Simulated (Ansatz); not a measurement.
**Ligand exchange: C2H3Cl2Ga + C4H10 → C2H4ClGa + C4H9Cl**

Species: C2H3Cl2Ga `C=[CH][Ga]([Cl])[Cl]`, singlet; C4H10 `CCCC`, singlet; C2H4ClGa `C=[CH][GaH][Cl]`, singlet; C4H9Cl (1-chlorobutane) `CCCCCl`, singlet. The partners trade Cl for H: Ga–Cl and C–H bonds give way to Ga–H and C–Cl.

Shapes, held fixed at every level: PBE0-D4/def2-TZVP. Flexible molecules stand in one conformer, not always the lowest. Programs: Ansatz 0.2.0. The zero-point and thermal change to 298 K, harmonic and unscaled (PBE0-D4/def2-TZVP), is -8.7 kJ/mol.

```tsv
level	kind	ΔH(298 K) (kJ/mol)	less CCSD(T)/def2-TZVPP
HF/def2-TZVPP	Hartree–Fock	+181.8	+10.2
SPW92/def2-TZVPP	LDA	+157.2	-14.4
wB97X-V/def2-TZVPP	range-separated hybrid	+167.3	-4.3
MP2/def2-SVP	perturbation theory	+186.1	+14.5
CCSD(T)/def2-SVP	coupled cluster or CI	+181.5	+9.9
CCSD/def2-TZVPP	coupled cluster or CI	+173.1	+1.5
CCSD(T)/def2-TZVPP	coupled cluster or CI	+171.6	0.0
```

The highest level, CCSD(T)/def2-TZVPP, gives ΔH(298 K) = +171.6 kJ/mol; the levels span +157.2 to +186.1. The column of differences is taken from that level and isn't an error. No measured value is set beside it here. Relativity is left out for Ga. Outer-core shells of Ga are correlated in most correlated rows, in sets that cover them unevenly.

The exchange is strongly endothermic at every level, so enthalpy favours chlorine on gallium and hydrogen on carbon. The Ga–Cl bond is strong because it is highly polar, with some donation from chlorine lone pairs into the formally empty p orbital on gallium. Hydride can't offer such donation, and Ga–H is much weaker than the C–H bond given up. The new C–Cl bond doesn't make good these losses. Read backwards, the reaction is the reduction of an alkyl chloride by a gallium hydride, with a clear enthalpic drive.

The size of the basis matters more here than the triples: CCSD(T) falls from +181.5 to +171.6 kJ/mol between the two sets, while CCSD in the larger one lies only 1.5 kJ/mol above CCSD(T). Much of MP2's high value therefore probably comes from its small basis rather than from perturbation theory itself. The direction of the exchange is secure, but the small gap between CCSD and CCSD(T) doesn't show that the enthalpy is converged with basis size.
